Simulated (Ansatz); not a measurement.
# A series in volume scale on GaP

Free energy against uniform scaling of the volume at fixed shape and fractions; periodic cell, basis, potentials, k mesh and filling as listed. The results are calculated, by Ansatz 0.2.0.

The cell before it is scaled or strained (space group F-43m, No. 216):
```
CELL_PARAMETERS angstrom
0.00000 2.72520 2.72520
2.72520 0.00000 2.72520
2.72520 2.72520 0.00000
ATOMIC_POSITIONS crystal
Ga 0.00000 0.00000 0.00000
P 0.25000 0.25000 0.25000
```

Settings of every row: functional PBE; dispersion none; potentials PAW; wave cutoff 500 eV; density cutoff 2000 eV; k mesh 6x6x6; k shift 0x0x0; occupations fixed; smearing width 0 eV; spin none.

```csv
row,volume scale,V (Å³/atom),pressure (GPa),energy above lowest point (meV/atom)
1,0.88,17.811,17.37,143.3
2,0.92,18.62,?,?
3,0.96,19.43,6.46,26.8
4,1,20.239,2.53,4.5
5,1.04,21.049,-0.65,0
6,1.08,21.858,-3.21,10
7,1.12,22.668,-5.28,31.6
```

Question: what pressure and energy above lowest point should row 2 give?

Worked fit of pressure. Take u = (V_r/V)^(2/3) − 1 with V_r = 20.644 Å³ an atom, which is twice the finite (Eulerian) strain; such expansions in the strain, on which the Birch-Murnaghan equation of state is built, carry the rest volume and the bulk modulus. The shown rows have u = 0.10341, 0.04123, 0.0133, -0.01287, -0.03738, -0.06045. Least squares give pressure = 0.856 + 121.285 × u + 343.67 × u² + 268.7 × u³ GPa; a parabola predicts inner rows, each left out in turn, worse (root mean square 0.043 against 0.0023 GPa). All shown rows lie on it to the printed digit. The pressure vanishes at u = -0.0072, or V = 20.87 Å³ an atom, and there the bulk modulus at fixed shape and fractions is B = −V dP/dV = (2/3)(1 + u) dP/du = 77 GPa. The withheld row has u = 0.07121, so the fit gives 0.856 + 121.285 × (0.07121) + 343.67 × (0.07121)² + 268.7 × (0.07121)³ = 11.33 GPa.

The calculation gave 11.34 GPa. The fit lies 0.01 GPa (0.044 % of the column's range) below it, one unit of the last digit.

Worked fit of energy above lowest point. Take u = (V_r/V)^(2/3) − 1 with V_r = 20.644 Å³ an atom, which is twice the finite (Eulerian) strain; such expansions in the strain, on which the Birch-Murnaghan equation of state is built, carry the rest volume and the bulk modulus. The shown rows have u = 0.10341, 0.04123, 0.0133, -0.01287, -0.03738, -0.06045. Least squares give energy above lowest point = 0.26 + 165.38 × u + 11485.8 × u² + 2819 × u³ meV/atom; a parabola predicts inner rows, each left out in turn, worse (root mean square 0.45 against 0.033 meV/atom). All shown rows lie on it to the printed digit. Its lowest point lies at u = -0.0072, or V = 20.87 Å³ an atom, and the curvature there gives the bulk modulus at fixed shape and fractions, B = (4/9)(1 + u)² E″(u)/V = 76.8 GPa. The withheld row has u = 0.07121, so the fit gives 0.26 + 165.38 × (0.07121) + 11485.8 × (0.07121)² + 2819 × (0.07121)³ = 71.3 meV/atom.

The calculation gave 71.4 meV/atom. The fit lies 0.1 meV/atom (0.07 % of the column's range) below it, one unit of the last digit.
